A total energy for a small aluminium hydride can be computed at eight levels, and the results differ by anything from several electronvolts to a few thousandths of one. The molecule here is a planar HAl(μ-H)Al, with one hydrogen at the end and one bridging the two metal atoms. It is a higher isomer of Al₂H₂, so the errors below belong to this structure alone. A positive error means that the energy lies above that of CCSDT(Q), coupled cluster with full triple and perturbative quadruple excitations.

Total energies of Al₂H₂ (neutral singlet, PBE0/def2-TZVP geometry) relative to CCSDT(Q), computed with Ansatz 0.2.0 and the in-house AFQMC program afq 1. All levels use the cc-pVTZ basis, an RHF determinant and frozen cores. ph-AFQMC is phaseless, with the trial function named after the slash; in released AFQMC the constraint is lifted.

| level | this level less the reference (CCSDT(Q), same basis) (meV) | statistical noise, one standard error (meV) |
| --- | --- | --- |
| HF | 5032.8 | 0.000 |
| MP2 | 1186.9 | 0.000 |
| CCSD | 235.1 | 0.000 |
| CCSD(T) | 49.4 | 0.000 |
| CCSDT | 12.4 | 0.000 |
| ph-AFQMC/HF | -22.1 | 22.900 |
| ph-AFQMC/CISD | 16.6 | 3.900 |
| released AFQMC | 5.5 | 4.300 |

### 1. Why does Hartree–Fock stand so far above everything else?

Its error of 5.03 eV is the whole correlation energy of the eight valence electrons. In Hartree–Fock (HF) each electron feels only the average field of the others, so two electrons of opposite spin come close too often. They avoid each other by being excited together, as a pair, into empty orbitals. Aluminium makes this easy, because its 3p orbitals, partly empty in this molecule, lie not far above 3s: mixing some 3p² into 3s² lets the two electrons stay on opposite sides of the atom.

The size of this error also depends on a setting. The determinant was forced to have paired spins, and a stability test shows that an unrestricted one would lie lower. With that choice the HF error would shrink, although the exact energy in this basis would stay where it is.

### 2. MP2 and CCSD both excite pairs, so why is CCSD five times closer?

MP2, second-order perturbation theory, estimates each pair excitation separately, with no feedback from the others. Its energy cost is taken from HF orbital energies, which overstate it: an excited electron is attracted by the hole that it leaves behind. The amplitudes therefore tend to come out too small. CCSD solves for all single and double excitations together and lets them adjust to one another. MP2 recovers 76% of the correlation energy and CCSD 95%, so the adjustment among pairs is worth about 1 eV here.

### 3. What do triples add, and why is (T) not enough?

While two electrons avoid each other, a third one nearby responds, and this takes a triple excitation. Full triples lower the CCSD energy by 223 meV. The perturbative estimate (T) finds 186 meV of that and leaves out 37 meV, which is most of the CCSD(T) error.

The estimate takes the doubles from CCSD and holds them fixed. In full CCSDT the triples act back on the doubles, and the largest double amplitude does grow by 13% between the two calculations. That growth fits the shortfall of (T), but it does not prove that feedback is the whole cause. In practice, (T) is a large improvement for this molecule, yet it leaves about 50 meV in the total energy.

### 4. Can the CCSDT error be estimated from the lower levels?

Suppose that each further rank of excitation shrinks the error by the same factor. The step from HF to CCSD counts as one, since single excitations do not mix directly with the HF determinant, and it gives that factor as 5032.8/235.1 ≈ 21. Applied once more, it gives 235.1/21.4 ≈ 11 meV for CCSDT, against 12.4 meV in the table. No parameter was fitted and the CCSDT row does not enter the estimate, but the rule was chosen with the whole table in view, so this is a comparison after the fact and not a forecast.

The physical reason for a steep fall is that every rank needs one more electron to join a correlated group, and each joining is a weak effect. That the two factors are nearly equal is a regularity of three rows; perturbation theory does not demand it. The test is also narrower than it looks, because the CCSDT error is by construction just the (Q) correction. The printed output after this text gives the comparison beside the other ratios.

### 5. T1 looks harmless, but the HF determinant has only 85% of the weight. Which should be believed?

Both, because they measure different things. T1 is the length of the list of single-excitation amplitudes, divided by the square root of the number of correlated electrons. Single excitations mainly reshape orbitals, so T1 = 0.017 says that the spin-paired HF orbitals need little reshaping. It says little about how strongly the electrons are correlated in pairs, and it gives no hint of the instability met in the first answer.

The weight, taken here from a wavefunction of singles and doubles built with CCSD amplitudes, registers the pairs. Of the 15% that lies outside the HF determinant, the singles hold only a few percent, and the largest double about 5%. The rest is spread over many other doubles. This is the pattern of many modest pair correlations, with no single second configuration competing with the first, and it fits the quick closing-in of the coupled-cluster series.

The same reasoning helps with a neighbouring molecule. Lower-lying empty orbitals make pair excitations cheaper, which tends to raise the double amplitudes and to take weight from the determinant. More is then usually left for triples and quadruples, even if T1 hardly moves. A low T1 should therefore never be the only ground for trusting CCSD(T).

### 6. What does a better trial function buy in AFQMC?

Auxiliary-field quantum Monte Carlo (AFQMC) lets a population of determinants, the walkers, drift at random towards the ground state. The trial function has two jobs. It measures the energy of each walker, and in the phaseless form it also restricts the walkers' complex phases so that the signal does not drown in noise. With an exact trial every walker would report the same energy and the restriction would do no harm. A trial that already contains pair correlation comes closer to this.

The first benefit shows once the length of the runs is counted. The noise is 22.9 meV with the HF trial and 3.9 meV with the CISD trial, which here takes its singles and doubles from CCSD. These figures alone prove little, because the two runs were set different noise targets. But the HF run sampled more steps and still ended noisier. Since noise falls with the square root of the sample, it would need roughly 34 times as many steps as it had to catch up. Each step with the CISD trial costs more computer time, however, so the saving in time is smaller than the saving in steps.

The second benefit, a smaller bias, is not shown. The HF result lies 22 meV below the reference, which is within one standard error. The CISD result lies 16.6 meV above it, nominally four standard errors, but that run was short and its energy still drifted by more than two of them. The two results differ by less than two standard errors of their difference, so they do not rank the trials by bias. To rank them, the HF run above all would have to be longer, since it brings nearly all the noise of the difference; a longer CISD run would show whether its own offset lasts. The HF value, although its noise range includes zero, is no proof of accuracy.

### 7. Does letting the constraint go settle the last 10 meV?

In the released row the phase restriction is lifted and the walk continues freely. Unwanted excited components then fade exponentially, the faster the higher they lie. The walk lasted 1.5 inverse hartree, and a component 5 eV (0.18 hartree) above the ground state keeps exp(−1.5 × 0.18) ≈ 76% of its amplitude over that time. Only components several hartrees up are nearly gone, while low ones have barely begun to fade.

The energies show no plateau either. The error stays between 14 and 15 meV at first, then falls to 11.3 and finally to 5.5 meV, each with a noise of about 4 meV, so the fall itself is not certain. The last value lies 1.3 standard errors from the reference, which is agreement, but it may not be where the walk would end. Agreement within a few tens of meV was also a condition for accepting this reference, so it is not independent confirmation.

The reference has a margin of its own. Its zero noise means only that the calculation is deterministic. If (Q) were as incomplete as (T) is here, a few meV of quadruples would remain; this is a guess at the size, and the sign is open.

For use, the HF error can be quoted as 5.0 eV, that of CCSD as 0.24 eV and that of CCSD(T) as about 50 meV. CCSDT and the two AFQMC runs with the CISD trial all lie within 20 meV of the reference, and their order should not be read as a ranking. These are errors of a total energy, and in a difference between similar structures part of them usually cancels. They compare methods in one basis with frozen cores; the error of the basis itself comes on top and is usually larger than the last 10 meV. Whether the free walk would level off at the reference or pass below it remains open, and a longer release with more walkers is the calculation that would tell.

The analysis program printed:

```
Share of the reference correlation energy recovered:
             row  error in meV  recovered in percent
              HF          5033                     0
             MP2          1187                 76.42
            CCSD         235.1                 95.33
         CCSD(T)          49.4                 99.02
           CCSDT          12.4                 99.75
     ph-AFQMC/HF         -22.1                 100.4
   ph-AFQMC/CISD          16.6                 99.67
  released AFQMC           5.5                 99.89
Error of HF over error of CCSD (ratio): 21.41
Error of CCSD over error of CCSDT (ratio): 18.96
CCSDT error expected from a constant factor per rank (meV): 10.98
Lowering by full triples from CCSD to CCSDT (meV): 222.7
Lowering by perturbative triples from CCSD to CCSD(T) (meV): 185.7
Share of the full triples that (T) recovers (percent): 83.39
Triples missed by (T) (meV): 37
Weight outside the HF determinant in the CISD trial (percent): 15.29
Rough part of that weight in the one largest double (percent): 5.377
Rough part of that weight in all singles of both spins (percent): 2.503
Growth of the largest double from CCSD to CCSDT (percent): 13.46
Error of ph-AFQMC with HF trial in standard errors: -0.9651
Error of ph-AFQMC with CISD trial in standard errors: 4.256
Error of released AFQMC in standard errors: 1.279
CISD trial less HF trial (meV): 38.7
Standard error of that difference (meV): 23.23
Noise with HF trial over noise with CISD trial (ratio): 5.872
Factor of more samples for the HF trial to reach the noise of the CISD trial: 34.48
Steps sampled with HF trial: 4200
Steps sampled with CISD trial: 2500
Released error at time 0.24 per hartree (meV): 14.5
Released error at time 0.5 per hartree (meV): 14.9
Released error at time 1.0 per hartree (meV): 11.3
Released error at time 1.5 per hartree (meV): 5.5
Part of a component 5 eV above the ground state left after time 1.5 (percent): 75.91
Order of magnitude of quadruples missed if (Q) were as complete as (T) (meV): 2.471
```
